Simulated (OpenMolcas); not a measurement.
How basis sets differ on GeH4O (SMILES [OH][GeH3])

GeH4O: 6 atoms, total charge 0, spin state singlet. SMILES: `[OH][GeH3]`. Geometry: a GFN2-xTB relaxation, a rough one for these elements and not checked as a minimum.

```xyz
6

O     0.4327   -1.1614    0.4151
Ge   -0.2748    0.2950   -0.2073
H     1.2448   -1.0931    0.9122
H    -1.4887   -0.2152   -0.8965
H     0.6898    0.9535   -1.1516
H    -0.6038    1.2212    0.9281
```

Each level gives the dipole moment (D). The values are calculated.

```tsv
level	kind	program	value (D)
HF/STO-3G	Hartree–Fock	OpenMolcas	1.44
HF/3-21G	Hartree–Fock	OpenMolcas	1.98
HF/6-31G* (spherical functions)	Hartree–Fock	OpenMolcas	1.73
HF/def2-SVP	Hartree–Fock	OpenMolcas	1.64
```

All-electron rows without a relativistic Hamiltonian named are non-relativistic. The values span 1.44 to 1.98 D. Sets without polarisation functions give poor dipoles.

The dipole does not rise or fall steadily as the basis is enlarged: it is smallest with STO-3G, overshoots with 3-21G, and settles between the two with 6-31G* and def2-SVP. Because the geometry is common to all rows, the spread reflects the electron density and not structural change.

The moment is a vector sum. Oxygen draws density from both germanium and the hydroxyl hydrogen, while the weakly hydridic Ge–H bonds partly oppose the Ge–O contribution, so modest shifts in charge show up clearly in the total. A minimal basis gives oxygen no radial freedom to accommodate the extra charge, which probably explains the low value of 1.44 D. Splitting the valence shell allows that charge transfer, but without d functions on oxygen the lone pairs cannot polarise properly back towards germanium, and the charge separation is likely exaggerated.

The closeness of 1.73 and 1.64 D suggests that the main imbalance has been removed, but it does not establish the Hartree–Fock limit, since neither set contains diffuse functions.
